## Estimating an orbital gap from the recipe of a functional

A process engineer who ranks molecules by their HOMO–LUMO gap must decide whether values from different functionals may share one list. The table answers with a single molecule, a tin compound with one methoxy and one fluorine ligand, held at one geometry. Its gap, the distance from the highest occupied orbital (HOMO) to the lowest empty one (LUMO), runs from 4.82 to 12.37 eV. All of that spread comes from the functional, and most of it can be worked out by hand.

HOMO and LUMO energies and their gap for CH5FOSn (SMILES C[O][SnH2][F]) in the gas phase, calculated with Ansatz 0.2.0 using the functionals listed and the def2-TZVPP basis set, with a def2 core potential on tin. All rows use the same geometry, optimised with PBE0-D4/def2-TZVP.

| functional | class | exact exchange, short range (%) | exact exchange, long range (%) | HOMO (eV) | LUMO (eV) | gap (eV) |
| --- | --- | --- | --- | --- | --- | --- |
| SPW92 | LDA | 0 | 0 | -6.60 | -1.77 | 4.82 |
| PBE-D4 | GGA | 0 | 0 | -6.46 | -1.52 | 4.94 |
| revPBE-D4 | GGA | 0 | 0 | -6.40 | -1.42 | 4.98 |
| BLYP-D4 | GGA | 0 | 0 | -6.38 | -1.51 | 4.87 |
| r2SCAN-D4 | meta-GGA | 0 | 0 | -6.78 | -1.19 | 5.60 |
| B97M-V | meta-GGA | 0 | 0 | -6.93 | -1.32 | 5.62 |
| r2SCANh-D4 | global hybrid | 10 | 10 | -7.38 | -0.84 | 6.54 |
| B3LYP-D4 | global hybrid | 20 | 20 | -7.80 | -0.90 | 6.90 |
| PBE0-D4 | global hybrid | 25 | 25 | -8.04 | -0.55 | 7.49 |
| r2SCAN0-D4 | global hybrid | 25 | 25 | -8.27 | -0.33 | 7.95 |
| HSE06-D4 | screened hybrid | 25 | 0 | -7.63 | -0.92 | 6.71 |
| BHLYP-D4 | global hybrid | 50 | 50 | -9.59 | 0.21 | 9.79 |
| CAM-B3LYP-D4 | range-separated | 19 | 65 | -9.51 | 0.34 | 9.84 |
| LC-wPBE | range-separated | 0 | 100 | -10.84 | 1.53 | 12.37 |
| wB97X-V | range-separated | 17 | 100 | -10.52 | 1.38 | 11.90 |
| wB97M-V | range-separated | 15 | 100 | -10.45 | 1.03 | 11.48 |

### Why exact exchange opens the gap

An electron in an occupied orbital must not repel itself. Exact exchange removes this self-repulsion; LDA and GGA functionals remove it only imperfectly, which leaves the HOMO too high. An empty orbital holds no electron, so it has no self-repulsion to lose. The semilocal exchange that a hybrid gives up acts through one potential, which can't tell an occupied orbital from an empty one. It is expected to be too weak for the HOMO and too strong for the LUMO. Replacing part of it therefore makes the HOMO sink and the LUMO rise, as the table shows between PBE and PBE0.

The gap should then grow by the share of exact exchange times a repulsion K. This is an effective value, which also absorbs the exchange with the other electrons. From PBE to PBE0 the gap grows by 0.10 eV for each per cent, so K is about 10 eV. Two elementary charges repel each other that strongly at about 1.4 Å, roughly the length of a chemical bond. The LDA and the GGAs, which have no exact exchange, supply the starting value of 4.9 eV:

**gap ≈ 4.9 eV + 0.10 eV × effective share in per cent**

For a global hybrid the effective share is simply the percentage in the table, which is part of the functional's definition and is rounded to whole per cent.

### When the share depends on distance

Screened and range-separated functionals use one share at short range and another at long range. The long-range part of the repulsion 1/r is erf(ωr)/r, and it already makes up more than four fifths of the whole at a distance of 1/ω. That is about 5 Å in HSE06 but only 1.3 Å in LC-wPBE. Most of the repulsion that matters here therefore counts as short range in HSE06 and as long range in LC-wPBE. This is how LC-wPBE can have no exact exchange at short range and still the largest gap.

To turn this into a number, let the vector from one charge to the other follow a three-dimensional Gaussian, exp(−a²r²). Averaging 1/r over it gives K = 2a/√π in atomic units, and 10 eV then means a² ≈ 0.11 bohr⁻². Averaging erf(ωr)/r in the same way gives the fraction of K that is long range:

f = ω / √(ω² + 0.11)

effective share = short-range share + (long-range share − short-range share) × f

The definitions of the functionals put ω, in bohr⁻¹, at roughly 0.11 for HSE06, 0.30 for wB97X-V and wB97M-V, 0.33 for CAM-B3LYP and 0.40 for LC-wPBE.

### Two rows worked by hand

Neither row was used to set the constants.

**HSE06** has 25 % at short range and none at long range.
- f = 0.11/√(0.012 + 0.11) ≈ 0.31
- effective share = 25 − 25 × 0.31 ≈ 17 %
- gap ≈ 4.9 + 1.7 = 6.6 eV; the table has 6.71 eV

**wB97X-V** has 17 % at short range and 100 % at long range.
- f = 0.30/√(0.09 + 0.11) ≈ 0.67
- effective share = 17 + 83 × 0.67 ≈ 73 %
- gap ≈ 4.9 + 7.3 = 12.2 eV; the table has 11.90 eV

HSE06 also allows a look at the mechanism itself. Over a bond length its long-range repulsion is nearly constant, and exchange with a repulsion that is constant everywhere would lower every occupied orbital equally and leave the empty ones alone. If the semilocal exchange put in its place shifts all orbitals alike, this simple picture predicts a gap 0.84 eV smaller than that of PBE0, and the table gives 0.78 eV. The HOMO and the LUMO each supply about half of it. That is what should happen if the common semilocal potential lies midway between the exchange that an occupied orbital feels and the exchange that an empty one feels.

### How far the rule can be trusted

Eleven functionals have no term in the kinetic-energy density. On these the rule has a root-mean-square error of 0.14 eV, and its largest miss is the wB97X-V value just worked. Five of the eleven, the LDA, the GGAs and PBE0, also set the constants. A fit to the same eleven rows with three free constants, which ignores ω, does worse: 0.37 eV, with HSE06 off by 0.87 eV. So it matters where the long range begins, and not only how much exchange is put there. The printed analysis after this text lists the estimate for each row.

The r2SCAN family and B97M-V have gaps 0.55 to 0.72 eV wider than the rule says. Their kinetic-energy term acts on each orbital differently, instead of through one common potential, and this is known usually to widen gaps. For the r2SCAN family the remedy is to start from 5.6 eV, the gap of r2SCAN itself. With its 25 % of exact exchange, r2SCAN0 then comes out at 8.1 eV, against 7.95 eV in the table. The remedy fails for wB97M-V, which also has a kinetic-energy term: its gap is 0.62 eV narrower than the rule says, so a higher start would make the estimate worse.

A different limit appears at high shares. In BHLYP and the four range-separated functionals the LUMO lies above zero, so this basis set finds no bound empty level, and the LUMO's energy hangs on the basis set. The agreement of the gap rule for these rows, the worked wB97X-V among them, therefore holds for this basis set only. In a complete basis the LUMO would fall to zero, or below it if a bound level exists, and the gap would shrink to the depth of the HOMO or less. For LC-wPBE that means about 10.84 eV at most, instead of 12.37 eV.

At high shares it is therefore safer to estimate the HOMO alone:

**HOMO ≈ −6.5 eV − 0.06 eV × effective share in per cent**

Its constants come from the same rows as before, and it misses no functional in the table by more than 0.43 eV. The LUMO is the HOMO plus the gap, so adding the two rules puts it at zero for an effective share of about 40 %. Well below that, the gap rule can be used as it stands for functionals without a kinetic-energy term; near or above it, where the LUMO hangs on the basis set, the HOMO is the number to quote.

For the engineer's list, the rule means that gaps from different functionals don't generally belong side by side: ten percentage points more in the effective share widen the gap of this molecule by about 1 eV. The constants hold for this molecule only, and more spread-out orbitals should give a smaller slope, because their self-repulsion is weaker.

One row keeps a question open. B97M-V has a deeper HOMO than any of the GGAs, yet wB97M-V, which also contains the kinetic-energy term, has almost the same HOMO as wB97X-V. Whether the term's effect fades once long-range exchange is complete, or is masked by other differences between the two functionals, can't be read from these numbers.

Output of the analysis:

```
mean gap of LDA and GGAs without exact exchange (eV): 4.903
gap opening from PBE to PBE0 (eV per % exact exchange): 0.102
gap opening from r2SCAN to r2SCAN0 (eV per % exact exchange): 0.094
HOMO change from PBE to PBE0 (eV per % exact exchange): -0.0632
a squared that follows from the PBE to PBE0 slope (1/bohr^2): 0.1104
Rule of thumb:
           row  long-range fraction f  effective share (%)  estimated gap (eV)  gap estimate less value (eV)  estimated HOMO (eV)  HOMO estimate less value (eV)
         SPW92                      0                    0                 4.9                          0.08                 -6.5                            0.1
        PBE-D4                      0                    0                 4.9                         -0.04                 -6.5                          -0.04
     revPBE-D4                      0                    0                 4.9                         -0.08                 -6.5                           -0.1
       BLYP-D4                      0                    0                 4.9                          0.03                 -6.5                          -0.12
     r2SCAN-D4                      0                    0                 4.9                          -0.7                 -6.5                           0.28
        B97M-V                      0                    0                 4.9                         -0.72                 -6.5                           0.43
    r2SCANh-D4                      0                   10                 5.9                         -0.64                 -7.1                           0.28
      B3LYP-D4                      0                   20                 6.9                             0                 -7.7                            0.1
       PBE0-D4                      0                   25                 7.4                         -0.09                   -8                           0.04
    r2SCAN0-D4                      0                   25                 7.4                         -0.55                   -8                           0.27
      HSE06-D4                 0.3148                17.13               6.613                        -0.097               -7.528                         0.1022
      BHLYP-D4                      0                   50                 9.9                          0.11                 -9.5                           0.09
  CAM-B3LYP-D4                 0.7053                51.45               10.04                        0.2045               -9.587                        -0.0767
       LC-wPBE                 0.7698                76.98                12.6                         0.228               -11.12                        -0.2788
       wB97X-V                 0.6708                72.68               12.17                        0.2678               -10.86                        -0.3407
       wB97M-V                 0.6708                72.02                12.1                         0.622               -10.82                        -0.3712
gap of PBE0 less gap of HSE06 (eV): 0.78
the same difference for a constant long-range interaction (eV): 0.8444
rms miss of the gap rule, rows without kinetic-energy-density term (eV): 0.1383
rms miss of the gap rule, all rows (eV): 0.3806
higher start of r2SCAN and B97M-V against LDA and GGAs (eV): 0.7075
miss of wB97M-V if that higher start is added to the rule (eV): 1.329
fit of gap on 11 rows (meta == 0): constant 5.055 +/- 0.2, coefficient of exx_short 0.03133 +/- 0.0086, coefficient of exx_long 0.067 +/- 0.0035; rms 0.366, worst HSE06-D4 -0.872, leave-one-out rms 0.592
  rows outside the fit (model, value, miss): r2SCAN-D4 5.055, 5.6, -0.545; B97M-V 5.055, 5.62, -0.565; r2SCANh-D4 6.038, 6.54, -0.502; r2SCAN0-D4 7.513, 7.95, -0.437; wB97M-V 12.22, 11.48, 0.745
```
